\subsection*{Point defects in a triple-defect B2 compound: CoGa}

\textbf{Result.} Let $v=[V_{\rm Co}]$, $w=[V_{\rm Ga}]$ and $a=[{\rm Co_{Ga}}]$ be fractions of sublattice sites, let $x_{\rm Co}=\tfrac12+\delta$, and take all energies per mole. For dilute, non-interacting defects, with $w$ and Ga antisites negligible in the atom balance,
\begin{equation}
v^2a=K_T=e^{-G_T/RT},\qquad vw=K_D=e^{-G_D/RT},\qquad 2a-v=4\delta .
\label{res}
\end{equation}
At $\delta=0$, $v=v_0=2^{1/3}e^{-G_T/3RT}$, $a=a_0=v_0/2$ and $w=w_0=K_D/v_0$. On the Co-rich side $v=a^{-1/2}e^{-G_T/2RT}$ with $a\to2\delta$; on the Ga-rich side $v\to4|\delta|$. Bound divacancies ($\propto vw$) and bound triple defects ($\propto v^2a$) have composition-independent concentrations. Diffusion carried by them depends on $\delta$ only through jump rates and correlation factors.

\textbf{Wrong attempt (its answer is false).} Give each defect $d$ a fixed formation energy, taken at stoichiometry:
\begin{equation}
[d]_{\rm th}=e^{-G^f_d/RT},\qquad G^f_d\ \text{independent of }\delta ,
\label{slip}
\end{equation}
with $G^f_v=\tfrac13G_T-\tfrac13RT\ln2$ and $G^f_a=\tfrac13G_T+\tfrac23RT\ln2$. Add constitutional defects: $a=a_0+2\delta$, $v=v_0$ for $\delta>0$; $v=v_0+4|\delta|$, $a=a_0$ for $\delta<0$; $w=w_0$ throughout. With $s=4|\delta|/v_0$ the false answer is $v^2a/K_T=1+s$ for Co excess, and $vw/K_D=1+s$, $v^2a/K_T=(1+s)^2$ for Ga excess.

\textbf{Symptom.} The reactions $0\to V_{\rm Co}+V_{\rm Ga}$ and ${\rm Co_{Co}}\to2V_{\rm Co}+{\rm Co_{Ga}}$ add a unit cell and exchange no atoms. A quotient above its equilibrium constant means that the crystal lowers its Gibbs energy by running the reaction backwards, so the state is not in equilibrium.

\textbf{Faulty line.} Equation~\eqref{slip}. A single defect exchanges atoms with the rest of the crystal, so $G^f_d$ contains chemical potentials, and these shift with $\delta$.

\textbf{Proof of \eqref{res}.} Take $N$ moles of cells of Gibbs energy $g_0$ and $n_d$ moles of defects; $g_d$ is the change when $d$ replaces the regular occupant at fixed $N$. With $N_{\rm Co}=N-n_v+n_a$ and $N_{\rm Ga}=N-n_a-n_w$, make
\begin{equation}
\Omega=Ng_0+\sum_d n_d\Big[g_d+RT\Big(\ln\frac{n_d}{N}-1\Big)\Big]-\mu_{\rm Co}N_{\rm Co}-\mu_{\rm Ga}N_{\rm Ga}
\end{equation}
stationary. The derivatives in $n_d$ give $[d]=e^{-G^f_d/RT}$ with
\begin{equation}
G^f_v=g_v+\mu_{\rm Co},\qquad G^f_w=g_w+\mu_{\rm Ga},\qquad G^f_a=g_a-\mu_{\rm Co}+\mu_{\rm Ga}.
\end{equation}
The derivative in $N$ gives $\mu_{\rm Co}+\mu_{\rm Ga}=g_0-RT(v+w+a)\approx g_0$. Hence $G_T=2G^f_v+G^f_a=2g_v+g_a+g_0$ and $G_D=G^f_v+G^f_w=g_v+g_w+g_0$ are free of $\mu_{\rm Co}$. The atom count $x_{\rm Co}=(1-v+a)/(2-v)$ gives $2a-v=4\delta(1-v/2)\approx4\delta$. Eliminating $a$, with $y=v/v_0$ and $v_0^3=2K_T$,
\begin{equation}
y^2\Big(y+\frac{4\delta}{v_0}\Big)=1,\qquad a=\frac{a_0}{y^2},\qquad w=\frac{w_0}{y},\qquad \Delta\mu_{\rm Co}=-RT\ln y ,
\end{equation}
where $\Delta\mu_{\rm Co}$ is counted from $\delta=0$.

\textbf{Size of the error.} Take $T=1000$~K and, as an approximate input for CoGa, $G_T=130$~kJ\,mol$^{-1}$. Then $K_T=1.6\times10^{-7}$, $v_0=6.9\times10^{-3}$, $a_0=3.4\times10^{-3}$, and $s=5.8$ for $|\delta|=0.01$. No value of $G_D$ is needed.
\begin{center}
\begin{tabular}{llccccc}
\hline
$\delta$ & & $10^3v$ & $10^3a$ & $w/w_0$ & $vw/K_D$ & $v^2a/K_T$\\
\hline
$+0.01$ & correct & 2.8 & 21 & 2.5 & 1 & 1\\
 & wrong & 6.9 & 23 & 1 & 1 & 6.8\\
$-0.01$ & correct & 40 & 0.10 & 0.17 & 1 & 1\\
 & wrong & 47 & 3.4 & 1 & 6.8 & 47\\
\hline
\end{tabular}
\end{center}
For Co excess the slip makes $v$ too large and $w$ too small by the same factor 2.5, so $vw$ comes out right by cancellation. For Ga excess it inflates $w$ by 5.9, $a$ by 34 and the divacancy content by 6.8. The ignored shifts $\Delta\mu_{\rm Co}$ are $+7.6$ and $-15$~kJ\,mol$^{-1}$, against $RT=8.3$~kJ\,mol$^{-1}$.

\textbf{Neglected terms.} Full ideal mixing on each sublattice leaves $vw=K_D$ exact and gives $v^2a=K_T(1-v)$, lower by 4\,\% at $\delta=-0.01$, where $v$ itself falls by 2\,\%. An assumed pair interaction of 10~kJ\,mol$^{-1}$ between a defect and vacancies on six neighbouring Co sites would there contribute a Boltzmann factor of 1.3, well below 6.8.